**Q:** From pressure runs I know how the gap of SrO responds to a change of volume. Can I use that one coefficient for a film stretched in its plane?

**A:** The shortcut replaces a strained cell by a cubic one of the same volume. The table lets us test this, because it holds both cubic cells and cells of changed shape.

Rocksalt SrO (2-atom cell, unstrained a = 5.160 Å), computed with Ansatz 0.2.0: r2SCAN, plane-wave PAW, 500 eV cutoff, 8×8×8 k mesh, no spin polarisation. Changes are relative to the unstrained cell, relaxed with r2SCAN. Strain is per length, or the engineering angle for shear; uniaxial cells have their sides held, epitaxial ones are relaxed along the normal.

```
  strain kind  strain (%)  band gap (eV)  band gap change (eV)  least direct gap change (eV)  gap kind  pressure change (GPa)
epitaxial 111          -1          3.780                -0.020                        -0.030  indirect                   1.30
 epitaxial xy        -0.5          3.779                -0.021                        -0.029  indirect                   0.73
 epitaxial xy         0.5          3.766                -0.033                        -0.003  indirect                  -0.68
  hydrostatic          -4          3.688                -0.111                        -0.192    direct                  15.08
  hydrostatic          -2          3.769                -0.031                        -0.079  indirect                   6.50
  hydrostatic         2.5          3.814                 0.014                         0.060  indirect                  -5.88
  hydrostatic           3          3.814                 0.014                         0.067  indirect                  -6.81
     shear xy        -1.5          3.782                -0.018                        -0.020  indirect                   0.00
     shear xy         0.5          3.794                -0.006                        -0.006  indirect                   0.00
   uniaxial x           2          3.763                -0.037                        -0.030  indirect                  -1.70
   uniaxial z          -1          3.745                -0.054                        -0.026  indirect                   0.98
```

Take uniaxial x at +2, where one axis grows by 2 % and the other two are held. The mean length strain is $2/3$ %. Hydrostatic expansion by 2.5 % opens the gap by 14 meV, or 5.6 meV per %, so volume alone predicts an opening of about 4 meV, or a little more, since that slope is an average over a curve that is steeper near zero strain. The calculation gives a closure of 37 meV: the wrong sign, and a much larger effect.

**Q:** Could that be one awkward row?

**A:** No. All seven cells of changed shape lose gap, and in each the part that volume leaves unexplained is larger than the volume part. The clearest sign is the pair of epitaxial xy rows. A linear law demands opposite changes for −0.5 and +0.5 %, yet the gap closes by 21 and 33 meV. The +0.5 row is your stretched film: volume alone would open its gap slightly, so the pressure coefficient fails there even in sign. The printed output compares every row with the volume estimate, whose two slopes come from the hydrostatic rows at −2 and +2.5.

**Q:** How can squeezing and stretching both close a gap?

**A:** The gap runs from the highest occupied state to the lowest empty one. In unstrained SrO the lowest empty states are three equal valleys at X, one along each cube axis. Make the axes unequal and the valleys separate: to first order they move about their common mean, so one must fall whichever sign the strain has. The gap follows whichever valley is lowest, which puts a kink at zero strain where a single slope assumes a straight line.

The calculation places the conduction edge on a relatively shortened axis in all four cells with one axis unlike the other two. This suggests a simple rule. Let $t$ be the difference in strain between the odd axis and the other two. If one axis is the short one, it lies $2t/3$ below the mean strain; if two are short, each lies only $t/3$ below. A valley that follows its own axis should then fall twice as far in the first case.

With the volume part removed, the closures per % of $t$ are 46 and 49 meV for one short axis, and 23 and 20 meV for two. The ratio is 2.2, close to the expected 2. The highest valence states, at Γ, are also a threefold set, which strain splits in the same pattern. Set against band edges interpolated from the hydrostatic runs to the same volume, the valence top rises about as much as the lowest valley falls, so each side supplies roughly half of the closure.

**Q:** Is there a case with no volume change to argue about?

**A:** Shear is that limit: the pressure change is zero to the digits shown, and the gap still closes. Reversing the shear gives the same sheared crystal seen in a mirror, so no signed slope is allowed. A smooth response would have to start with the square of the strain, making the closure at −1.5 % nine times that at +0.5 %. A kink makes it three times, and the calculation gives 3.2.

Here the valence side does the work. To first order the cube axes stay equally long, so the X valleys should stay level. But one face diagonal grows while the other shrinks, and that splits the threefold set at Γ. At −1.5 % its top rises by 18 meV, while the conduction edge moves by only 0.2 meV. The missing spin–orbit coupling matters wherever the valence top takes part, since it splits that top before any strain is applied. Under shear the kink should survive, but with a different slope at small strain. In the cells with one odd axis, the valence side should lose its two-to-one pattern at small strain, which would pull the ratio found above below 2.

**Q:** Then the coefficient is at least safe under pure pressure?

**A:** Only over a short range. Compression by 2 % closes the gap by 15.5 meV per %, nearly three times the average slope found on expansion, where the gap has stopped opening altogether between +2.5 and +3 %. Carried on to −4 %, that slope predicts a closure of 62 meV, but the calculation gives 111.

The gap kind gives a warning, because it turns from indirect to direct at −4. The valence state at X lies 81 meV below the one at Γ in the unstrained crystal and 33 meV below at −2 %; by −4 % it has become the highest. Neighbouring atoms overlap with different wave phases at the two points, so the two levels need not shift together. Continuing their approach in a straight line puts X roughly 16 meV above Γ at −4 %, but the approach quickens under compression. A parabola through the offsets at +3, 0 and −2 % gives about 26 meV, roughly half of the 49 meV shortfall. The rest would be curvature in the Γ–X gap itself.

**Q:** What would you estimate for a strain that isn't listed, say z stretched by 1 % with the sides held?

**A:** Two axes are then relatively short, so the shape closes the gap by about 22 meV and the volume returns a few. I would expect a loss near 20 meV. Apply that to a measured indirect gap, not to the 3.8 eV of r2SCAN: functionals of this kind give too small a gap for such oxides, and no column here would reveal it.

Numerical output:

```
gap change per % length strain, from hydrostatic -2 (meV): 15.5
gap change per % length strain, from hydrostatic +2.5 (meV): 5.6
volume-only estimate against the calculation:
            row  strain_pct  mean_length_strain_pct  volume_only_meV  computed_meV  remainder_meV
  epitaxial 111          -1                 -0.4492           -6.962           -20         -13.04
   epitaxial xy        -0.5                  -0.251           -3.891           -21         -17.11
   epitaxial xy         0.5                    0.25              1.4           -33          -34.4
    hydrostatic          -4                      -4              -62          -111            -49
    hydrostatic          -2                      -2              -31           -31              0
    hydrostatic         2.5                     2.5               14            14              0
    hydrostatic           3                       3             16.8            14           -2.8
       shear xy        -1.5                       0                0           -18            -18
       shear xy         0.5                       0                0            -6             -6
     uniaxial x           2                  0.6667            3.733           -37         -40.73
     uniaxial z          -1                 -0.3333           -5.167           -54         -48.83
rows where volume alone says opening but the gap closes: 2
sum of the gap changes at epitaxial xy -0.5 and +0.5, zero in a linear law (meV): -54
closure per % tetragonal strain, one axis shortened, epitaxial xy +0.5 (meV): 45.87
closure per % tetragonal strain, one axis shortened, uniaxial z -1 (meV): 48.83
closure per % tetragonal strain, two axes shortened, epitaxial xy -0.5 (meV): 22.91
closure per % tetragonal strain, two axes shortened, uniaxial x +2 (meV): 20.37
ratio of mean closures, one axis to two axes shortened: 2.188
ratio of gap closures, shear -1.5 to shear +0.5 (kink 3, smooth 9): 3.212
rise of the valence top, shear -1.5 (meV): 18.13
rise of the valence top, shear +0.5 (meV): 5.604
shift of the conduction edge, shear -1.5 (meV): 0.22
valence edge at X below that at Gamma, hydrostatic +3 (meV): 133.4
valence edge at X below that at Gamma, unstrained (meV): 80.91
valence edge at X below that at Gamma, hydrostatic -2 (meV): 32.7
rough height of X above Gamma at hydrostatic -4, offset continued linearly (meV): 15.5
closure at hydrostatic -4 beyond the volume-only estimate (meV): 49
```
